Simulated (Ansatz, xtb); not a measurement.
# Relative energy of two isomers of C2H5FO2Si

Structure I is `C[Si@H](F)OC=O`, a singlet and structure II is `CC(=O)O[SiH2]F`, a singlet. Both are isolated molecules in the gas phase, relaxed with PBE0-D3(BJ)/def2-SVP; the shapes shown needn't be the lowest conformers.

I (Å):

```xyz
11

C    -0.5776   -0.6221   -0.3657
C    -2.9407    1.8814   -0.4683
F    -2.7202   -1.6764   -1.8972
O    -2.9772    0.8155   -1.2569
O    -2.4932    1.8832    0.6462
Si   -2.3968   -0.6837   -0.6610
H    -0.1913   -1.6169   -0.0968
H    -0.0547   -0.2799   -1.2719
H    -0.3600    0.0781    0.4542
H    -3.2357   -1.1041    0.4838
H    -3.3756    2.7717   -0.9683
```

II (Å):

```yaml
atoms:
  - { symbol: C, position_ang: [-1.7784, 1.0654, 0.2689] }
  - { symbol: C, position_ang: [-0.3632, 0.9629, 0.7339] }
  - { symbol: F, position_ang: [2.7067, 3.1894, 0.3946] }
  - { symbol: O, position_ang: [0.1086, 0.0500, 1.3730] }
  - { symbol: O, position_ang: [0.4017, 2.0012, 0.3831] }
  - { symbol: Si, position_ang: [2.0131, 1.8346, 0.9408] }
  - { symbol: H, position_ang: [-2.3425, 0.1823, 0.5869] }
  - { symbol: H, position_ang: [-1.7992, 1.1596, -0.8267] }
  - { symbol: H, position_ang: [-2.2339, 1.9787, 0.6789] }
  - { symbol: H, position_ang: [2.0626, 1.8668, 2.4176] }
  - { symbol: H, position_ang: [2.6797, 0.6907, 0.2836] }
```

Quicker runs give these differences E(II) − E(I): GFN2-xTB −16.6 kcal/mol; HF/STO-3G +5.1 kcal/mol (at GFN2-xTB geometries); r2SCAN-D4/def2-SVP +5.5 kcal/mol (at GFN2-xTB geometries).

Question: Estimate E(II) − E(I) at the level CCSD(T)/def2-SVP + ΔMP2/def2-TZVPP.

Answer: Calculated at CCSD(T)/def2-SVP + ΔMP2/def2-TZVPP: E(II) − E(I) = +5.4 kcal/mol, so structure I lies lower.

How the difference moves with the method:

```tsv
level	geometry	E(II) − E(I) (kcal/mol)	departure from the last row (kcal/mol)	job, with rough time for the two
GFN2-xTB	GFN2-xTB	−16.6	−22.1	optimisation, 0.3 s
HF/STO-3G	GFN2-xTB	+5.1	−0.4	single point, 0.72 s
r2SCAN-D4/def2-SVP	GFN2-xTB	+5.5	+0.1	single point, 4 s
PBE0-D3(BJ)/def2-SVP	PBE0-D3(BJ)/def2-SVP	+5.1	−0.3	optimisation, 97 s
HF/def2-SVP	PBE0-D3(BJ)/def2-SVP	+3.8	−1.6	part of the CCSD(T) run
MP2/def2-SVP	PBE0-D3(BJ)/def2-SVP	+4.6	−0.9	part of the CCSD(T) run
CCSD(T)/def2-SVP	PBE0-D3(BJ)/def2-SVP	+4.0	−1.5	single point
CCSD(T)/def2-SVP + ΔMP2/def2-TZVPP	PBE0-D3(BJ)/def2-SVP	+5.4		single point, 73 s
```

As drawn, II has 1 C–C, 1 Si–H in place of 1 C–Si, 1 C–H.

GFN2-xTB puts the two in the other order. The largest departure from CCSD(T)/def2-SVP + ΔMP2/def2-TZVPP is that of GFN2-xTB, 22.1 kcal/mol. The last row adds to CCSD(T) the change of the MP2 difference between the two basis sets, here +1.5 kcal/mol.

With thermal terms from frequencies at re-optimised GFN2-xTB minima (ideal gas, soft modes damped towards free rotors, one conformer each, 298.15 K, 1 atm): on the last row, ΔE + ΔZPE = +4.7, ΔH = +4.6, ΔG = +4.5 kcal/mol.

The correlated steps freeze 10 core orbitals. Mirror images aren't counted in ΔG. Codes used: Ansatz 0.2.0, xtb 6.7.1; the last row on 2 threads of Intel(R) Xeon(R) Processor @ 2.70GHz on a shared host.

The methylsilyl formate (I) lies below the silyl acetate (II), and every method except GFN2-xTB gives this order. The isomers differ by exchanging methyl and hydrogen between the carbonyl carbon and silicon, with the Si–O and Si–F bonds kept. Placing hydrogen on carbon and methyl on silicon gains a strong C–H bond in place of a weaker, hydridic Si–H bond. This probably outweighs the stabilisation that methyl gives the acetate carbonyl, helped by a polar C–Si bond at a silicon made electron-poor by fluorine and oxygen.

Hartree–Fock already finds the preference, so it doesn't hinge on electron correlation. The GFN2-xTB reversal lies in its energy function rather than its structures, since r2SCAN-D4 restores the order at the same geometries; an imbalance in its parameters for bonds to silicon and carbon is likely. Zero-point energy narrows the gap slightly, as expected when a stiff C–H oscillator gives way to a softer Si–H one. The energy difference says nothing about the barrier to interconversion.
